## Results and discussion

Hartree–Fock in the STO-3G basis puts the ionisation energy of F₂ at 11.9 eV, 3.8 eV below the measured value. Its cation is strongly spin-contaminated, so the row is not a clean sample of the method. Most of the damage, however, is visible before any electron leaves. A clean cation relaxed from the neutral orbitals could give at most the depth of the highest filled orbital, 12.63 eV, so the contamination accounts for no more than 0.72 eV and at least 3.07 eV of the error would remain without it. Compared with the 3-21G basis, the highest filled orbital of the neutral molecule is 4.6 eV too shallow, and the ionisation energy is 4.2 eV too low. A minimal basis gives each atomic orbital one fixed shape, which the crowded 2p electrons of fluorine cannot adjust.

F₂ by Hartree–Fock and density functionals in OpenMolcas and by GFN-xTB in xtb, at the fixed PBE0-D4/def2-TZVP geometry. The ionisation energy is the energy of the cation (doublet) less that of the neutral molecule (singlet), without the empirical xTB shift; errors are relative to the measured 15.7 eV. Reference determinants are listed as neutral / cation.

| level (program) | reference determinants | relativity | ionisation energy (eV) | ionisation error (eV) |
| --- | --- | --- | --- | --- |
| HF STO-3G (OpenMolcas) | RHF / UHF | none | 11.909 | -3.790 |
| BLYP cc-pVTZ (OpenMolcas) | RKS / UKS | none | 15.107 | -0.590 |
| PBE cc-pVTZ (OpenMolcas) | RKS / UKS | none | 15.132 | -0.570 |
| TPSS cc-pVTZ (OpenMolcas) | RKS / UKS | none | 15.165 | -0.540 |
| r2SCAN cc-pVTZ (OpenMolcas) | RKS / UKS | none | 15.430 | -0.270 |
| SVWN5 cc-pVTZ (OpenMolcas) | RKS / UKS | none | 15.475 | -0.230 |
| PBE0 cc-pVTZ (OpenMolcas) | RKS / UKS | none | 15.659 | -0.040 |
| B3LYP cc-pVTZ (OpenMolcas) | RKS / UKS | none | 15.720 | 0.020 |
| HF cc-pVTZ (OpenMolcas) | RHF / UHF | none | 15.957 | 0.260 |
| HF 3-21G (OpenMolcas) | RHF / UHF | none | 16.068 | 0.370 |
| GFN2-xTB (xtb) | n/a | n/a | 21.323 | 5.620 |
| GFN1-xTB (xtb) | n/a | n/a | 23.520 | 7.820 |

That row invites a simple reading: the ionisation energy is the depth of the highest filled orbital, and a method that makes the orbital shallow makes the electron easy to remove. In the eight cc-pVTZ rows the two quantities do run in nearly the same order. Their sizes, however, do not match. From BLYP to Hartree–Fock the orbital deepens by 8.9 eV, while the ionisation energy, taken as the energy of the cation less that of the neutral molecule, rises by only 0.85 eV.

A second explanation is orbital relaxation. Once an electron has gone, the others settle into better orbitals, which lowers the energy of the cation and so the ionisation energy. In Hartree–Fock with cc-pVTZ this works: the ionisation energy lies 1.9 eV below the orbital depth. In the seven density functionals it lies above the orbital depth, by 4.2 to 6.2 eV. Relaxation acts there too, but something larger must work against it.

The third explanation is that the level moves while the electron leaves. Let q be the fraction of the electron already removed and d(q) the depth of the level it comes from. By Janak's theorem, which has a counterpart in Hartree–Fock, removing a little more charge costs d(q) per unit of charge, so the ionisation energy is the average of d over the whole removal. If d changes in a straight line, this average is [d(0) + d(1)]/2, where d(0) belongs to the filled level of the neutral molecule and d(1) to the emptied level of the cation.

For PBE the two depths are 9.00 and 21.32 eV. Their mean is 15.16 eV, and the total energies give 15.13 eV. Nothing has been fitted, in this row or in any other. The printed output after the text compares the mean with the ionisation energy for eleven rows; among those in cc-pVTZ the largest miss is 0.09 eV, in Hartree–Fock. This agreement is what a level moving almost in a straight line would give, though only its two ends were computed. It does not show that the functional is accurate.

The reason for the movement is standard theory. The classical repulsion between electrons includes a repulsion of each electron with itself, which exchange ought to cancel. Semilocal functionals, those that use only the density and related quantities at each point, cancel it rather well in the total energy of a whole electron but poorly in the orbital level. The filled level is therefore pushed up, and it sinks as the electron drains away. The level is too shallow at the start and too deep at the end, and the two faults nearly cancel in the average.

Hartree–Fock cancels the self-repulsion exactly, so only relaxation is left to move the level. The remaining electrons draw closer to the nuclei and repel more strongly any electron put back into the emptied orbital. The level therefore rises during ionisation, by 3.7 eV in cc-pVTZ, where in PBE it sinks by 12.3 eV.

Hybrid functionals, which contain a share of exact exchange, stand in between. From PBE to PBE0 the filled level of the neutral molecule deepens by 2.46 eV, while the emptied level of the cation becomes 1.43 eV shallower. Half the difference is about 0.5 eV, close to the actual rise of the ionisation energy, 0.53 eV. Exact exchange thus mostly flattens the path of the level and shifts its average much less. This is why, on the way from the semilocal functionals through the hybrids to Hartree–Fock, the orbital depth gets the direction right and the size wrong.

PBE0 replaces a quarter of the PBE exchange by exact exchange, so one can ask whether it behaves like three parts PBE and one part Hartree–Fock. For the deepening of the level it does: the mixture gives 8.33 eV and PBE0 itself 8.43 eV. For the ionisation energy the mixture gives 15.34 eV, well short of the 15.66 eV of PBE0. The likely reason is correlation, which PBE0 keeps in full and Hartree–Fock lacks. It binds the neutral molecule, with its extra electron, more than the cation, and so raises the ionisation energy.

The rise that exact exchange brings also has a likely source. In F₂⁺ the hole is shared equally by two atoms, and semilocal functionals make such a shared hole too stable, which lowers the ionisation energy. The table does not isolate this effect, and exact exchange is not the only thing that matters: SVWN5, the simplest functional here, lies 0.34 eV above PBE without any. Nor is the place of r2SCAN certain, because its cation needed 150 iterations and its convergence is unconfirmed.

The two tight-binding rows look like a different failure but follow the same rule. Their orbitals are spin-restricted, so the hole sits in the partly filled top level of the cation. In GFN2-xTB the depths are 14.99 and 27.87 eV, with a mean of 21.43 eV against a computed 21.32 eV. The level there starts much deeper than in PBE and sinks about as far, so the average comes out far too high; in GFN1-xTB it starts deeper still and also sinks further. For ionisation energies these methods are normally used with an empirical shift that takes off part of this excess, and the values here lack it.

The small errors of the hybrids, −0.04 eV for PBE0 and +0.02 eV for B3LYP, should not be read as proof of accuracy. The measured value refers to a cation that has relaxed its bond, whereas the atoms are held fixed here; at the measured bond length the vertical value is higher by roughly one or two tenths of an eV. The PBE0 bond used here is shorter and closer to that of the cation, so the matching offset is expected to be smaller, and the basis has no diffuse functions, which are expected to raise the computed values somewhat. The modest error of Hartree–Fock is no better a certificate. Its restricted solution for neutral F₂ is known to be unstable, and the cation, with its hole shared by both atoms, is expected to be unstable too, towards a solution of broken symmetry. The second effect is expected to be much the larger, so the lowest solutions would bring the ionisation energy down, not up.

In Cl₂ the valence orbitals are larger, so an electron repels itself less. Theory then suggests a smaller movement of the level and a smaller gap between orbital depth and ionisation energy in semilocal functionals. The practical point is plain: an ionisation energy taken from one of these density functionals should come from a difference of total energies, not from the orbital level of the neutral molecule.

Output of the analysis:

```
Two levels and their mean in eV:
                          row  neutral depth  cation hole depth  deepening   mean  mean less ionisation energy  ionisation energy less neutral depth
       HF STO-3G (OpenMolcas)          12.63                n/a        n/a    n/a                          n/a                               -0.7215
    BLYP cc-pVTZ (OpenMolcas)          8.984              21.29      12.31  15.14                      0.03197                                 6.123
     PBE cc-pVTZ (OpenMolcas)              9              21.32      12.32  15.16                      0.03012                                 6.132
    TPSS cc-pVTZ (OpenMolcas)          9.222              21.15      11.93  15.19                      0.02068                                 5.943
  r2SCAN cc-pVTZ (OpenMolcas)          9.634              21.18      11.55  15.41                     -0.02091                                 5.796
   SVWN5 cc-pVTZ (OpenMolcas)          9.237              21.73       12.5  15.49                      0.01021                                 6.238
    PBE0 cc-pVTZ (OpenMolcas)          11.46              19.89      8.432  15.68                      0.01711                                 4.199
   B3LYP cc-pVTZ (OpenMolcas)          11.12              20.36      9.237  15.74                      0.02242                                 4.596
      HF cc-pVTZ (OpenMolcas)          17.88              14.22     -3.665  16.05                      0.09305                                -1.926
        HF 3-21G (OpenMolcas)          17.27              14.92     -2.354  16.09                      0.02682                                -1.204
               GFN2-xTB (xtb)          14.99              27.87      12.88  21.43                        0.109                                  6.33
               GFN1-xTB (xtb)          15.96              31.51      15.55  23.74                       0.2186                                 7.556
Spread of neutral depth in the cc-pVTZ rows (eV): 8.898
Spread of ionisation energy in the cc-pVTZ rows (eV): 0.85
Rank correlation of neutral depth and ionisation energy in the cc-pVTZ rows: 0.9524
Largest miss of the mean in the cc-pVTZ rows (eV): 0.09305
Smallest excess of ionisation energy over neutral depth in the seven functionals (eV): 4.199
Largest excess of ionisation energy over neutral depth in the seven functionals (eV): 6.238
PBE to PBE0 change of neutral depth (eV): 2.46
PBE to PBE0 change of cation hole depth (eV): -1.432
PBE to PBE0 change of ionisation energy (eV): 0.527
BLYP to B3LYP change of ionisation energy (eV): 0.613
Deepening mixed from 75 % PBE and 25 % HF (eV): 8.327
Mixed deepening less that of PBE0 (eV): -0.1051
Ionisation energy mixed from 75 % PBE and 25 % HF (eV): 15.34
Mixed ionisation energy less that of PBE0 (eV): -0.3208
Deepening mixed from 80 % BLYP and 20 % HF less that of B3LYP (eV): -0.1226
SVWN5 less PBE ionisation energy (eV): 0.343
HF STO-3G less 3-21G neutral depth (eV): -4.641
HF STO-3G less 3-21G ionisation energy (eV): -4.159
Half the deepening in GFN2-xTB (eV): 6.439
Half the deepening in GFN1-xTB (eV): 7.775
```
